**LB94 eigenvalues as ionisation energies: forecasting Sr and Ba from Rb and Cs**

In exact Kohn-Sham theory, minus the highest occupied eigenvalue, −ε, equals the ionisation energy. A local-density potential dies off too fast outside the atom, so its highest level is far too shallow. The LB94 model potential restores the −1/r tail that a departing electron should feel. The working question is what error remains, and whether it is regular enough to forecast.

Neutral group 1 and 2 atoms in their NIST ground configurations, computed with radks 1 and Libxc: non-relativistic, spin-polarised all-electron Kohn-Sham with the LB94 model potential, spherical densities and a point nucleus. Minus the highest occupied eigenvalue, −ε, estimates the ionisation energy; the NIST table column gives the measured one.

```
species   Z  configuration  −ε(highest occupied) (eV)  highest level mean radius (bohr)  highest level  NIST table (eV)  computed less table (eV)
      H   1            1s1                     11.971                            1.5413          1s up              n/a                       n/a
     Li   3       [He] 2s1                     5.2634                            3.8157          2s up         5.391715                    -0.128
      K  19       [Ar] 4s1                     4.9168                            4.4318          4s up        4.3406637                     0.576
     Rb  37       [Kr] 5s1                     4.7945                            4.6673          5s up        4.1771281                     0.617
     Cs  55       [Xe] 6s1                     4.4384                            5.1722          6s up        3.8939057                     0.545
     Be   4       [He] 2s2                     8.7208                            2.5944             2s         9.322699                    -0.602
     Mg  12       [Ne] 3s2                     7.8634                            2.9840             3s         7.646236                     0.217
     Ca  20       [Ar] 4s2                     6.5249                            3.7693             4s        6.1131555                     0.412
     Sr  38       [Kr] 5s2                          ?                                 ?              ?                ?                         ?
     Ba  56       [Xe] 6s2                          ?                                 ?              ?                ?                         ?
```

**What the tail does and doesn't fix.** Down each group −ε falls and the highest level mean radius ⟨r⟩ grows, but the overall fall is too gentle: 0.83 eV from Li to Cs against 1.50 eV in the NIST table. The column "computed less table" therefore changes sign, negative for Li and Be, positive for K, Rb, Cs, Mg and Ca. The small error of Li lies near that crossing and says nothing about general accuracy.

Theory says why a correct tail isn't enough. In a −1/r tail an s level has −ε = Ry/n*², with Ry the Rydberg energy, but the effective quantum number n* is set by the potential inside the atom, where LB94 is only a model. A pure Coulomb s orbital has ⟨r⟩ = 1.5 n*². The computed ⟨r⟩ exceeds this in every known row except H and Li, by 20 % for Ca, so these levels are bound more strongly than a bare tail would bind an orbital of their size. This alone is no sign of overbinding, since Be shows it too and is bound too weakly. That the LB94 well is too deep in the valence region of the heavier atoms is a plausible cause of the overbinding, untested here.

Hydrogen is the cleanest failure. With one electron, exchange-correlation should cancel the Hartree potential everywhere, not only far out. The level is 12 % too shallow relative to the Rydberg while ⟨r⟩ is only 2.8 % above the exact 1.5 bohr, and the whole error is self-interaction.

**The model.** An alkaline-earth atom is its alkali neighbour plus one proton and one partner s electron, over the same core and with the same principal quantum number n. The partner screens the proton incompletely, so the level gains binding of about (unscreened charge) × ⟨1/r⟩. For a tail-dominated orbital ⟨1/r⟩ scales as 1/n*², just as −ε does, which argues, if the unscreened charge is steady too, for a constant x in −ε(group 2) = −ε(group 1) × (1 + x). Irregularities of the core should cancel in the ratio. One such is the small K to Rb step, by the standard account due to the newly filled 3d shell screening its ten protons poorly.

These orbitals are only partly in the tail, though: in the runs ⟨1/r⟩ falls faster than −ε from Li to K. The known pairs show that x isn't constant either: it halves from Be/Li to Ca/K. The ratio of ⟨1/r⟩ to −ε falls by only 13 % from Li to K, so in this first-order picture most of the decline lies in a smaller unscreened charge. Two bounds follow, x frozen at Ca/K, or x ∝ n^−p through both pairs. The power law is empirical and rests on two points, one of them a pair with no p core, so it probably overstates the decline. The forecast is the midpoint and the bar is the half-width, a bracket and not a statistical error. For Sr, which took no part in the fit:

- x(Be/Li) = 0.657 and x(Ca/K) = 0.327, so p = ln(0.657/0.327)/ln 2 = 1.01
- frozen: 4.7945 × 1.327 = 6.36 eV
- declining: x = 0.327 × (4/5)^1.01 = 0.261, and 4.7945 × 1.261 = 6.05 eV

One risk lies in carrying a spin-polarised atom over to a closed shell. In the Li and K runs the empty minority-spin s level lies below the filled one, by 2.86 and 1.65 eV. The order by itself needn't be a fault of LB94. In Li, exact exchange for the minority spin cancels only the self-repulsion of the single minority 1s electron. An empty minority 2s level would then feel a core charge near two, partly screened by the filled 2s electron, much as in Be. The gap shrinks from Li to K as x does, so it may mirror the same incomplete screening; what LB94 itself adds is untested. The model assumes that Rb and Cs continue smoothly, but their empty levels aren't shown.

**Forecasts.**

- Highest levels: 5s and 6s.
- −ε: Sr 6.20 ± 0.16 eV, Ba 5.65 ± 0.24 eV, in the order Ca > Sr > Ba, each above its alkali partner.
- The Ca to Sr drop is smaller than the Sr to Ba drop.
- ⟨r⟩ by the same recipe: Sr 4.05 ± 0.08 bohr, Ba 4.54 ± 0.14 bohr.
- Both errors positive, 0.3 to 0.7 eV.
- A straight line of n* against n through Be, Mg and Ca (5.80 and 5.13 eV), blind to the d shell, falls too low.

The withheld rows as computed:

```
species   Z  configuration  −ε(highest occupied) (eV)  highest level mean radius (bohr)  highest level  NIST table (eV)  computed less table (eV)
     Sr  38       [Kr] 5s2                     6.1834                            4.0765             5s        5.6948675                     0.489
     Ba  56       [Xe] 6s2                     5.6331                            4.5866             6s        5.2116646                     0.421
```

**Hits and misses.** Every forecast holds. The −ε forecasts are high by 0.02 eV (Sr) and 0.01 eV (Ba), the radii low by 0.03 and 0.05 bohr, all within half a bar. Misses so small are partly luck, since nothing derives the midpoint; the residuals are in the output below.

What the numbers do show is that the ratio keeps falling, ever more slowly: 1.327 for Ca/K, 1.290 for Sr/Rb, 1.269 for Ba/Cs. Each bound alone would have missed, in opposite directions. The same recipe applied to the NIST values lands within 0.05 eV of the measured Sr and Ba energies, so the regularity belongs to the atoms and isn't peculiar to LB94.

The straight line in n* misses by 0.38 eV for Sr and 0.50 eV for Ba, well outside its own bars. Group 2 repeats the alkali pattern of a short step into the fifth period and a longer one into the sixth, which Be, Mg and Ca alone cannot reveal. This is the information that the alkali partner supplies. A second alternative takes rough recalled ionisation energies of Sr and Ba and adds Ca's error, shifted as the alkali errors shift. It gives 6.15 and 5.58 eV, almost as close as the bracket, so the hits don't single out the bracket recipe, though this rival needs the ionisation energies as input.

**The dip in the error.** The error falls from 0.489 eV at Sr to 0.421 eV at Ba, as it does from Rb to Cs, and in these two steps the computed −ε falls faster than the measured energy. This is no sign that LB94 improves. The runs are non-relativistic, and relativity deepens s levels, most in the sixth period. The same series computed relativistically would bind Cs and Ba more strongly and so enlarge their overbinding; how much of the dip this explains is untested.

**What to do.** Over all rows the relative error runs from −12 % (H) to +15 % (Rb), so no single shift or scale factor repairs the series. Only for K, Rb, Cs, Ca, Sr and Ba is the offset fairly steady, 0.41 to 0.62 eV too deep. LB94 is not the derivative of an energy functional, so an ionisation energy from a total-energy difference has to come from another functional.

Output of the analysis:

```
table rounding: 0.00005 eV (eigenvalue), 0.00005 bohr (radius), 0.0005 eV (error)
atom  -eps/eV  n*     n*(measured)  <r>/(1.5 n*^2)  error/eV  error/%
H    11.9710  1.0661    1.0000         0.904       -1.635    -12.0
Li    5.2634  1.6078    1.5885         0.984       -0.128     -2.4
K     4.9168  1.6635    1.7704         1.068       +0.576    +13.3
Rb    4.7945  1.6846    1.8048         1.096       +0.617    +14.8
Cs    4.4384  1.7508    1.8693         1.125       +0.544    +14.0
Be    8.7208  1.2491    1.2081         1.109       -0.602     -6.5
Mg    7.8634  1.3154    1.3339         1.150       +0.217     +2.8
Ca    6.5249  1.4440    1.4919         1.205       +0.412     +6.7
H is set against the Rydberg 13.606 eV; its radius exceeds 1.5 bohr by 2.8 %
drop Li to Cs: LB94 0.825 eV, measured 1.498 eV; n* step LB94 0.143
drop Be to Ca: LB94 2.196 eV, measured 3.210 eV; n* step LB94 0.195
drop K to Rb: LB94 0.122 eV, measured 0.164 eV; n* step LB94 0.021
drop Rb to Cs: LB94 0.356 eV, measured 0.283 eV; n* step LB94 0.066
empty minority s level below filled one: Li 2.86 eV, K 1.65 eV
-eps: ratio Be/Li 1.6569, Ca/K 1.3271, exponent p 1.01 (two points, exact)
<r>: ratio Be/Li 0.6799, Ca/K 0.8505, exponent p 1.10 (two points, exact)
measured IE: ratio Be/Li 1.7291, Ca/K 1.4083, exponent p 0.84 (two points, exact)
A: n* = 1.044 + 0.0975 n; residuals Be Mg Ca +0.0104 -0.0208 +0.0104
PREDICTIONS (known rows only; bar = half-width of bracket, or as built for A and B)
Sr -eps: x frozen 6.363, x declining 6.047, forecast 6.20 +- 0.16 eV
Sr <r>: x frozen 3.970, x declining 4.121, forecast 4.05 +- 0.08 bohr
Sr measured IE: x frozen 5.883, x declining 5.592, forecast 5.74 +- 0.15 eV
Sr alternatives: A -eps 5.80 +- 0.16 eV, B -eps 6.15 +- 0.12 eV
Ba -eps: x frozen 5.890, x declining 5.404, forecast 5.65 +- 0.24 eV
Ba <r>: x frozen 4.399, x declining 4.677, forecast 4.54 +- 0.14 bohr
Ba measured IE: x frozen 5.484, x declining 5.027, forecast 5.26 +- 0.23 eV
Ba alternatives: A -eps 5.13 +- 0.13 eV, B -eps 5.58 +- 0.12 eV
REVEALED
Sr -eps: table 6.1834 eV, forecast less table +0.022 (0.14 bars)
Sr <r>: table 4.0765 bohr, forecast less table -0.031 (0.41 bars)
Sr measured IE: table 5.6949 eV, forecast less table +0.043 (0.29 bars)
Sr A -eps: table 6.1834 eV, forecast less table -0.380 (2.41 bars)
Sr B -eps: table 6.1834 eV, forecast less table -0.030 (0.25 bars)
Ba -eps: table 5.6331 eV, forecast less table +0.014 (0.06 bars)
Ba <r>: table 4.5866 bohr, forecast less table -0.049 (0.35 bars)
Ba measured IE: table 5.2117 eV, forecast less table +0.044 (0.19 bars)
Ba A -eps: table 5.6331 eV, forecast less table -0.503 (3.85 bars)
Ba B -eps: table 5.6331 eV, forecast less table -0.052 (0.43 bars)
Sr: level 5s, error +0.489 eV (+8.6 %), ratio to Rb: -eps 1.2897, <r> 0.8734, n* 1.4834
Ba: level 6s, error +0.421 eV (+8.1 %), ratio to Cs: -eps 1.2692, <r> 0.8868, n* 1.5541
drops LB94 / measured, eV: Ca-Sr 0.341 / 0.418, Sr-Ba 0.550 / 0.483, Be-Ba 3.088 / 4.111
```
